\section{What it takes to move the soft mode of W(100) off the zone corner}

Clean W(100) reconstructs on cooling into a $c(2\times2)$ structure in which the top-layer atoms shift along $\langle 11\rangle$ and form zigzag chains. The ordering wave vector is the corner $\bar{\mathrm M}=(\pi/a)(1,1)$ of the surface zone, at $\sqrt2\pi/a=1.41$~\AA$^{-1}$ from $\bar\Gamma$ for a lattice constant of approximately $a=3.16$~\AA. The surface symmetry nevertheless allows a term that pulls the wave vector away from $\bar{\mathrm M}$. This section asks: if one property of the surface is changed (the temperature, the stiffness of the vertical mode, the coupling, a dispersion coefficient, the atomic mass), does the surface move towards an incommensurate distortion or away from it, and by how much?

\subsection{Two coupled modes near $\bar{\mathrm M}$}

Write the displacement of the top-layer atom at $a(m,n)$ as $(-1)^{m+n}(\phi_x,\phi_y,w)$ with slowly varying envelopes. The sign factor is invariant under the site group $C_{4v}$, so $\boldsymbol\phi$ is a planar vector (the soft doublet $\bar{\mathrm M}_5$) and $w$ a scalar (the vertical mode $\bar{\mathrm M}_1$). A surface has no mirror $z\to-z$, and the term $\tfrac{c}{2}(w\,\nabla\!\cdot\!\boldsymbol\phi-\boldsymbol\phi\cdot\!\nabla w)$ is allowed. Take $\mathbf k=\mathbf q-\bar{\mathrm M}$ along $[11]$, with coordinate $s$ in that direction. The vertical mirror plane containing $[11]$ decouples the transverse component, which is assumed to disperse upward. The longitudinal component $\phi$ obeys
\begin{equation}
f=\tfrac12 r_5\phi^2+\tfrac12\alpha(\partial_s\phi)^2+\tfrac12 r_1w^2+\tfrac12\beta(\partial_s w)^2+c\,w\,\partial_s\phi+\tfrac14u\phi^4 ,
\label{eq:f}
\end{equation}
after one integration by parts, with $\alpha>0$, $u>0$ and $r_1>\max(r_5,0)$. Here $\alpha$ belongs to this direction and polarisation; $[11]$ is assumed to be the direction in which the coupling wins first. All coefficients are multiplied by $\hbar^2/M$, so that eigenvalues are $(\hbar\omega)^2$ in meV$^2$, with $\alpha,\beta$ in meV$^2$\,\AA$^2$ and $c$ in meV$^2$\,\AA. They are read as thermally renormalised coefficients, of which only $r_5$ depends on temperature. For envelopes $\propto e^{iks}$ the quadratic form in the basis $(\phi,w)$ is
\begin{equation}
D(k)=\begin{pmatrix} r_5+\alpha k^2 & -ick\\ ick & r_1+\beta k^2\end{pmatrix}.
\label{eq:D}
\end{equation}
With $\Delta=r_1-r_5$ the lower eigenvalue is
\begin{equation}
\lambda_-=\tfrac12\left[r_1+r_5+(\alpha+\beta)k^2\right]-\sqrt{\tfrac14\left[\Delta+(\beta-\alpha)k^2\right]^2+c^2k^2},
\label{eq:lam}
\end{equation}
and its expansion reads
\begin{equation}
\lambda_-=r_5+\gamma k^2+\left[\frac{c^2(\beta-\alpha)}{\Delta^2}+\frac{c^4}{\Delta^3}\right]k^4+\dots,\qquad \gamma=\alpha-\frac{c^2}{r_1-r_5}.
\label{eq:gamma}
\end{equation}
The coefficient $\gamma$, half the second derivative at $\bar{\mathrm M}$, turns negative when $c^2>\alpha(r_1-r_5)$. At equality the bracket equals $\alpha\beta/\Delta$, so for $\beta>0$ the minimum of the branch leaves $k=0$ continuously.

Equation~\eqref{eq:gamma} describes the phonon at a given $r_5$. Ordering is a static question. Minimising over $w$ for $\phi=A\cos ks$ gives $w=ckA\sin(ks)/(r_1+\beta k^2)$, a buckling that is largest where the in-plane amplitude vanishes, and leaves the inverse susceptibility $\chi^{-1}(k)=r_5-G(k)$ of the in-plane displacement, with
\begin{equation}
G(k)=\frac{c^2k^2}{r_1+\beta k^2}-\alpha k^2=-\alpha_s k^2+\dots,\qquad \alpha_s=\alpha(1-\eta),\qquad \eta=\frac{c^2}{\alpha r_1}.
\label{eq:G}
\end{equation}
On cooling, order sets in when $r_5$ reaches the maximum of $G$. For $\eta<1$ and $\beta\ge0$ this is $r_5=0$ at $k=0$, where $\gamma$ and $\alpha_s$ coincide. For $\eta>1$ and $\beta>0$, $dG/dk^2=0$ gives $r_1+\beta k_0^2=r_1\sqrt\eta$, hence
\begin{equation}
k_0^2=\frac{r_1}{\beta}\left(\sqrt\eta-1\right),\qquad r_5^*=\frac{\alpha r_1}{\beta}\left(\sqrt\eta-1\right)^2 .
\label{eq:k0}
\end{equation}
The value $\eta=1$ at $r_5=0$ is a Lifshitz point. Below it the small-$k$ form $\chi\propto1/(1+k^2\xi^2)$ defines the length $\xi=\sqrt{\alpha_s/r_5}$ along $[11]$.

\subsection{The neglected fourth-order terms}

The threshold involves only terms of order $k^2$, but $k_0$ is fixed at order $k^4$, where the lattice contributes as well. Its size follows from a nearest-neighbour completion of Eq.~\eqref{eq:D}. Symmetry permits force constants $\Phi_{xz}(\pm a\hat{\mathbf x})=\pm g=-\Phi_{zx}(\pm a\hat{\mathbf x})$ and their images along $y$. They give $D_{xz}=2ig\sin q_xa=-2ig\sin k_xa$, and on the diagonal an off-diagonal element $-2\sqrt2\,ig\sin(ka/\sqrt2)$, so that $c=2ga$. Nearest-neighbour diagonal terms replace $k^2$ by $X=(8/a^2)\sin^2(ka/2\sqrt2)$, and the squared coupling becomes $c^2X(1-pX)$ with $p=a^2/8$. With $b=\beta/r_1$,
\begin{equation}
G=\alpha X\left[\frac{\eta(1-pX)}{1+bX}-1\right],\qquad (1+bX_0)^2=\frac{\eta\,(b+p)}{b+\eta p},
\label{eq:latt}
\end{equation}
the second relation being $dG/dX=0$. Just above threshold $k_0^2\simeq(\eta-1)/[2(b+p)]$: the lattice adds $p=1.25$~\AA$^2$ to $b$, and it keeps the onset continuous for all $b>-p$, which covers a vertical branch that disperses moderately downward. More distant neighbours and deeper layers would change $p$, so the spread between Eqs.~\eqref{eq:k0} and \eqref{eq:latt} indicates the uncertainty in $k_0$ without bounding it.

\subsection{Reference state}

The illustrative inputs are $\hbar\omega_1=\sqrt{r_1}=12$~meV, $\alpha=400$, $\beta=100$, $c=200$ and, a little above the transition, $\hbar\omega_5=\sqrt{r_5}=3$~meV. For tungsten (approximately 183.84~u), $r_1=144$~meV$^2$ corresponds to a force constant $M\omega_1^2=6.3$~eV/\AA$^2$. The coupling was chosen to give $\eta<1$, the commensurate ordering of the clean surface; how far below unity $\eta$ lies is an assumption, and every number that follows is the model's. The reference has $\eta=25/36=0.69$, $\alpha_s=122$, $\gamma=104$ and $\xi_0=3.7$~\AA. Since $b=0.69$~\AA$^2$, the lattice term $p$ is 1.8 times the fourth-order term that the continuum model keeps.

\subsection{Signs by reasoning}

The coupling is a level repulsion that vanishes at $\bar{\mathrm M}$ and grows with $|k|$, so it always bends the lower branch downward. Six predictions follow.

\emph{Warming.} A larger $r_5$ narrows the gap $\Delta$ and strengthens the repulsion: $\gamma$ falls and may change sign. The static stiffness $\alpha_s$ contains the full restoring force $r_1$ and does not move. The phonon minimum can therefore leave $\bar{\mathrm M}$ while the in-plane susceptibility stays peaked there.

\emph{Softer vertical mode.} Buckling costs less, $\eta$ rises as $1/r_1$, and $\alpha_s$ and $\xi$ fall. A stiffer vertical mode does the opposite.

\emph{Stronger coupling.} The effect has the same sign and, per unit fractional change, twice the leverage on $\eta$. Reversing the sign of $c$ only reverses $w$. In a layer with a $z\to-z$ mirror, $c=0$ and $\alpha_s=\alpha$.

\emph{Flatter in-plane branch.} A smaller $\alpha$ makes modulation cheaper, and $\eta$ rises.

\emph{Dispersion of the vertical branch.} At order $k^2$ the mode $w$ is admixed with amplitude $\propto k$, so $\beta$ first enters at order $k^4$. It cannot shift $\eta=1$; beyond threshold a larger $\beta$ reduces $k_0$.

\emph{Lighter atoms, same force constants.} All four coefficients and $c$ scale as $1/M$. Frequencies rise, while $\eta$, $\xi$ and $k_0$ are unchanged, as they must be for classical static properties.

For small simultaneous changes, such as an adsorbate or a strain would cause,
\begin{equation}
\delta\ln\eta=2\,\delta\ln c-\delta\ln\alpha-\delta\ln r_1,\qquad
\delta\ln\alpha_s=\frac{\delta\ln\alpha+\eta\,\delta\ln r_1-2\eta\,\delta\ln c}{1-\eta}.
\label{eq:sens}
\end{equation}
Because $\alpha_s$ is a difference of two comparable terms, the responses are amplified: the logarithmic derivatives with respect to $\alpha$, $r_1$ and $c$ are $3.3$, $2.3$ and $-4.5$ in the reference state.

\subsection{Sizes on the commensurate side}

\begin{center}
\begin{tabular}{lrrrr}
\hline
change & $\eta$ & $\alpha_s$ & $\gamma$ & $\xi/\xi_0$\\
\hline
reference & 0.69 & 122 & 104 & 1\\
$\hbar\omega_5$: $3\to8$ meV & 0.69 & 122 & $-100$ & $3/8$\\
$\hbar\omega_1$: $12\to11$ meV & 0.83 & 69 & 43 & 0.75\\
$\hbar\omega_1$: $12\to13$ meV & 0.59 & 163 & 150 & 1.16\\
$c$: $200\to220$ & 0.84 & 64 & 41 & 0.72\\
$c$: $200\to0$ & 0 & 400 & 400 & 1.81\\
$\alpha$: $400\to360$ & 0.77 & 82 & 64 & 0.82\\
mass: W $\to$ Mo & 0.69 & 234 & 199 & 1\\
\hline
\end{tabular}
\end{center}

The stiffnesses are in meV$^2$\,\AA$^2$; these entries are of order $k^2$ and are untouched by the lattice correction. A 10 per cent rise of $c$ lowers $\alpha_s$ by 48 per cent, against 45 per cent from the linear formula \eqref{eq:sens}; a 10 per cent fall of $\alpha$ lowers it by 33 per cent. Acting alone, each parameter reaches $\eta=1$ at
\begin{equation}
\hbar\omega_1=\frac{c}{\sqrt\alpha}=10~\text{meV},\qquad c=\sqrt{\alpha r_1}=240,\qquad \alpha=\frac{c^2}{r_1}=278,
\end{equation}
that is at $-17$, $+20$ and $-31$ per cent.

\emph{Warming in detail.} The coefficient $\gamma$ vanishes at $r_5=r_1-c^2/\alpha=44$~meV$^2$, or $\hbar\omega_5=6.6$~meV. Beyond that point the minimum follows from Eq.~\eqref{eq:k0} with $r_1$ and $r_5$ both reduced by $\lambda_-$, because $\det(D-\lambda_-)$, taken as a function of $k^2$, must have a double root there. With $\sigma^2=r_1-\lambda_-$ the condition is $\sigma^2-\Delta=(\alpha/\beta)(c/\sqrt\alpha-\sigma)^2$. For $\hbar\omega_5=8$~meV, $\Delta=80$ and $3\sigma^2-80\sigma+480=0$, whose root below 10~meV is $\sigma=9.117$~meV. Then $k^2=\sigma(c/\sqrt\alpha-\sigma)/\beta$ gives $k=0.28$~\AA$^{-1}$, and the branch dips 0.20~meV below its 8~meV at $\bar{\mathrm M}$. The lattice form, Eq.~\eqref{eq:lam} with $k^2\to X$ and $c^2k^2\to c^2X(1-pX)$, gives 0.20~\AA$^{-1}$ and 0.11~meV. The sign of the effect is secure within the model, its size only to a factor of about two, and so shallow a dip can be hidden by the anharmonic width of a soft mode. A displaced phonon minimum well above the transition is thus compatible with commensurate ordering, since the minimum returns to $\bar{\mathrm M}$ as $r_5$ falls through $r_1-c^2/\alpha$.

The converse also holds. For the undistorted surface at zero temperature $r_5<0$, the denominator in $\gamma$ exceeds $r_1$, and $\gamma>\alpha_s$. With $\hbar\omega_1=9$~meV, where $\eta>1$, a value $r_5=-100$~meV$^2$ gives $\gamma=+179$: $\bar{\mathrm M}$ is a minimum of the unstable branch although Eq.~\eqref{eq:G} puts the first instability elsewhere.

\emph{Mass.} With molybdenum at approximately 95.95~u the coefficients grow by 1.92 and the frequencies by 1.38. Mo(100) orders with a wave vector displaced from $\bar{\mathrm M}$ along the diagonal; within this model the cause has to lie in its force constants, through $\eta$, and not in its mass.

\subsection{Sizes beyond the threshold}

\begin{center}
\begin{tabular}{lccccc}
\hline
 & & \multicolumn{2}{c}{$k_0$ (\AA$^{-1}$)} & \multicolumn{2}{c}{$r_5^*$ (meV$^2$)}\\
change & $\eta$ & Eq.~\eqref{eq:k0} & Eq.~\eqref{eq:latt} & Eq.~\eqref{eq:k0} & Eq.~\eqref{eq:latt}\\
\hline
$\hbar\omega_1=9$ meV & 1.23 & 0.30 & 0.20 & 4.0 & 1.9\\
$c=260$ & 1.17 & 0.35 & 0.20 & 4.0 & 1.4\\
$\hbar\omega_1=9$ meV, $\beta=200$ & 1.23 & 0.21 & 0.17 & 2.0 & 1.3\\
$\hbar\omega_1=9$ meV, $\beta=0$ & 1.23 & -- & 0.28 & -- & 3.6\\
\hline
\end{tabular}
\end{center}

In the first row $\sqrt\eta=10/9$, so Eq.~\eqref{eq:k0} gives $k_0^2=0.81\times\tfrac19=0.090$~\AA$^{-2}$. In the lattice form $b=1.235$~\AA$^2$, $1+bX_0=1.051$ and $X_0=0.0412$~\AA$^{-2}$, from which $k_0=(2\sqrt2/a)\arcsin\sqrt{pX_0}$; the envelope has wavelength $2\pi/k_0=31$~\AA\ and a ratio of vertical to in-plane amplitude $c\sqrt{X_0(1-pX_0)}/(r_1+\beta X_0)=0.46$. Doubling $\beta$ divides the continuum $k_0$ by $\sqrt2$ but lowers the lattice value by only 17 per cent, since $p$ shares the restoring work. For $\beta=0$ the continuum $G$ has no maximum, while Eq.~\eqref{eq:latt} tends to $X_0=(\eta-1)/(2\eta p)$. The wave vector rises as $\sqrt{\eta-1}$ and $r_5^*$ as $(\eta-1)^2$: a small excess over threshold produces a visible splitting of the half-order spots but hardly advances the transition.

\subsection{One more change: cooling the modulated phase}

The envelope $\phi$ is real, so a modulated state $A\cos k_0s$ passes through zero amplitude, and the quartic term penalises it. With $\langle\cos^2\rangle=\tfrac12$ and $\langle\cos^4\rangle=\tfrac38$, the mean of Eq.~\eqref{eq:f} is $\tfrac14(r_5-r_5^*)A^2+\tfrac{3}{32}uA^4$, and
\begin{equation}
f_{\rm mod}=-\frac{(r_5^*-r_5)^2}{6u},\qquad f_{c(2\times2)}=-\frac{r_5^2}{4u}\quad(r_5<0).
\end{equation}
The two cross at $r_5=-r_5^*/(\sqrt{3/2}-1)=-4.45\,r_5^*$, below which $c(2\times2)$ is lower. For the first row of the last table the lattice form puts the modulated window between $r_5=+1.9$ and $-8.4$~meV$^2$. This is a mean-field, single-harmonic, single-direction estimate. A neglected term $\tfrac14u'\phi^2w^2$ with $u'=u$ would add a fraction $\tfrac13(0.46)^2=0.07$ to the quartic energy of the modulated state; higher harmonics favour that state, and two-dimensional fluctuations lower both ordering temperatures. Further cooling therefore favours the commensurate structure even for $\eta>1$. A $c(2\times2)$ pattern at low temperature does not by itself establish $\eta<1$; the discriminating quantity is the position of the in-plane susceptibility peak as the transition is approached from above, which Eq.~\eqref{eq:G} places at $\bar{\mathrm M}$ for $\eta<1$ and at $\bar{\mathrm M}\pm\mathbf k_0$ for $\eta>1$.